The RMP2 row looks wrong. Second-order perturbation theory, which estimates the excitation of each electron pair without letting these excitations act on one another, puts the atomization energy of methylsilane 37.8 kJ/mol below the reference. CISD, which optimises all single and double excitations together, ends slightly further away, at 43.2 kJ/mol below. Yet in the molecule itself RMP2 misses about twice as much correlation energy as CISD.

The orders of magnitude are worth remembering. Without electron correlation (RHF) the molecule is underbound by some 300 kJ/mol. With RMP2 or CISD the gap is some 40, with RCCSD some 10, and with the levels that add triple excitations it is at most 3. Most density functionals stand some 300 kJ/mol on the other side, which is a second puzzle.

Errors in the atomization energy of methylsilane (CH6Si, neutral singlet) against RCCSDTQ, calculated with Ansatz 0.2.0 in the 6-31G basis at the MP2(full)/6-31G* geometry. Core electrons are frozen in the correlated wave-function levels, and zero-point energy is not included.

| level | this level less the reference (RCCSDTQ, same basis) (kJ/mol) |
| --- | --- |
| RHF | -334.1 |
| RMP2 | -37.8 |
| CISD | -43.2 |
| RCCSD | -8.3 |
| RCCSD(T) | -1.3 |
| BCCD(T) | -1.2 |
| RCCSDT | -0.5 |
| CISDTQ | -2.5 |
| RCCSDT(Q) | -0.1 |
| SPW92 | 600.6 |
| PBE | 315.3 |
| r2SCAN | 315.1 |
| PBE0 | 290.2 |
| B3LYP | 300.9 |
| r2SCANh | 306.1 |
| wB97M-V | 340.2 |
| B2PLYP | 195.5 |
| RPA-PBE | -70.2 |

### One error, two deficits

An atomization energy is the energy of the free atoms less that of the molecule. Let $m$ be the amount by which a level leaves the energy of the molecule too high, and $a$ the same amount for all the atoms together. The error of the atomization energy is then

$$\text{error} = a - m .$$

A small error can therefore mean that both deficits are small, or that two large ones cancel. The molecular deficit $m$ is taken here against RCCSDT(Q), whose atomization energy agrees with the reference to 0.1 kJ/mol, and $a$ follows from the balance. The open-shell atoms are calculated with unrestricted orbitals, the molecule with restricted ones.

For RMP2 the deficits are 98 kJ/mol in the molecule and 61 kJ/mol in the atoms. More than half of the molecular fault thus disappears in the subtraction. For CISD they are 45 and 2 kJ/mol, so almost nothing cancels. The error column puts the two levels side by side, while the separate energies show that they fail in different ways.

Why RMP2 misses so much in the atoms can be argued from theory, though no run here tests it. In free carbon and silicon the valence s pair can move into the empty p orbital of the same shell, at a low cost in energy. Such an excitation contributes strongly, and a second-order estimate makes its contribution too small. In the molecule the p orbitals take part in bonds, and this easy route is no longer open in the same form.

### Why CISD fails in the molecule

The deficit of CISD has a more general cause. The molecule has seven valence electron pairs, and each lowers the energy by brief excitations in which its two electrons avoid each other. In reality two pairs at opposite ends of the molecule can be excited at the same moment. That is a quadruple excitation, and CISD excludes it. While one pair is excited, the other six have to stay uncorrelated.

The size of the loss can be estimated without any fitted parameter. Let $w$ be the weight of the excited configurations in the CISD wave function, and $E_c$ the correlation energy that CISD finds. During the fraction $w$ the remaining pairs lose nearly all of their correlation, so the loss is about $w E_c$. This is Davidson's estimate.

Both factors come from the same calculation. The natural occupations show that 0.160 electrons have left the seven pairs. A double excitation moves two electrons, so $w$ is half of this number, or 8 %. RHF misses 494 kJ/mol in the molecule and CISD still misses 45, which makes $E_c$ the difference between them:

$$w E_c \approx 0.080 \times (494 - 45)\ \text{kJ/mol} \approx 36\ \text{kJ/mol}.$$

Coupled cluster offers a comparison, because RCCSD uses the same single and double excitations but includes their products automatically. Going from CISD to RCCSD lowers the molecule by 35.5 kJ/mol, close to the estimate. The agreement is better than the argument deserves. The estimate lets an excited pair be correlated a second time, which makes it too large, while the truncated wave function has too small a weight $w$, which makes it too small. The second fault can be seen in the CISDTQ run, where 0.212 electrons have left the seven pairs instead of 0.160. The first isn't computed separately, so it is only inferred from the close agreement that the two nearly offset each other here.

The estimate also tells how the error grows. Both $w$ and $E_c$ rise in proportion to the number of pairs, as long as $w$ stays small, so twice as many pairs lose about four times as much. Hydrogen atoms have no pair to correlate, and carbon and silicon atoms have only four valence electrons each, so the atoms hardly suffer. This is why the fault of CISD doesn't cancel, and why it becomes worse in larger molecules of the same kind.

A trace of the same fault remains in CISDTQ, at 2.5 kJ/mol below the reference. For an atom with four valence electrons quadruple excitations are already complete, so this remainder must lie in the molecule, and there CISDTQ indeed ends 2.5 kJ/mol above RCCSDT(Q). What it leaves out are still higher products, such as three pairs excited at once or one pair excited beside a triple excitation. RCCSD has the opposite weakness: it contains the products but lacks true triple excitations. Adding these by perturbation theory, in RCCSD(T), recovers 7.0 of its 8.3 kJ/mol.

### When a large positive error isn't overbinding

The second puzzle is the row of wB97M-V. Its error of +340.2 kJ/mol is the largest of all the functionals except SPW92, and it looks like gross overbinding. The sign, however, only says that the molecule is more strongly bound than in the reference calculation, which uses the same small basis.

The total puts this in another light. The reference atomization energy is 2205.5 kJ/mol, so wB97M-V gives $2205.5 + 340.2 \approx 2546$ kJ/mol. The measured value, with the zero-point energy removed, is roughly 2600 kJ/mol; this is a recalled figure, good enough only for the comparison made here. The reference thus lies some 400 kJ/mol too low, and wB97M-V lies between the two.

The same holds for PBE, r2SCAN, PBE0, B3LYP and r2SCANh. Among these six functionals, a larger error in the table even means a total closer to the measured value. That doesn't make wB97M-V the best of them, since its own total is also affected by the basis. It does show that the error column can't be used to rank functionals against nature.

The cause is expected to lie largely in the basis set, although all runs here use the same one. The 6-31G basis has only s functions on hydrogen and only s and p functions on carbon and silicon. Without functions of higher angular momentum the density can't shift fully into the bonds, and this weakens the binding at every level. Wave-function methods suffer a second loss, because they need the same functions to describe how electrons avoid each other sideways. An ordinary functional reads its correlation energy from the density and is largely spared this second loss.

Two rows fit this picture without proving it. B2PLYP takes part of its correlation from orbital excitations, and its error falls to +195.5 kJ/mol; its large share of exact exchange, about half, is expected to contribute to this drop as well. RPA-PBE takes all of it from orbitals and ends at −70.2 kJ/mol. The random phase approximation is known to underbind molecules in any case, so the basis needn't be the whole reason. Only runs in larger basis sets could separate the share of the basis from that of the functional.

SPW92 is the one functional here that clearly overbinds. Its total of 2806 kJ/mol lies well above the measured value as well as above the reference. The local density approximation treats each point as part of a uniform electron gas. This raises the energy of free atoms, where the density varies steeply, more than that of the molecule, and so the bonds come out too strong. PBE, which takes the gradient of the density into account, removes nearly half of the distance between SPW92 and the reference, and its total falls below the measured value.

Atomization breaks all seven bonds of the molecule and ends in free atoms, so the errors above don't carry over to ordinary reaction energies as they stand. What does carry over is the way to read them: the deficits on both sides of a reaction have to be compared, in a basis that has at the very least polarization functions. The printed output after this text lists the balances and the estimate.

The analysis program printed:

```
Correlation energy of the molecule missed by RHF, against RCCSDT(Q) (kJ/mol): 494.4
Missed in the molecule by RMP2 (kJ/mol): 98.48
Missed in the molecule by CISD (kJ/mol): 45.4
Missed in the free atoms by RHF, from the balance (kJ/mol): 160.4
Missed in the free atoms by RMP2, from the balance (kJ/mol): 60.78
Missed in the free atoms by CISD, from the balance (kJ/mol): 2.304
Electrons moved out of the seven valence pairs in CISD: 0.1604
Weight of the excited determinants in CISD, taken as doubles (percent): 8.019
Davidson estimate of the missing products in the molecule (kJ/mol): 36
Computed step from CISD to RCCSD in the molecule (kJ/mol): 35.52
Step from CISD to RCCSD in the atomization energy (kJ/mol): 34.9
Step from RCCSD to RCCSD(T) in the atomization energy (kJ/mol): 7
Lowest atomization energy of the six functionals PBE to wB97M-V (kJ/mol): 2496
Highest atomization energy of these six (kJ/mol): 2546
Atomization energy with SPW92 (kJ/mol): 2806
Rough recalled measured value less the reference (kJ/mol, only about): 394.5
```
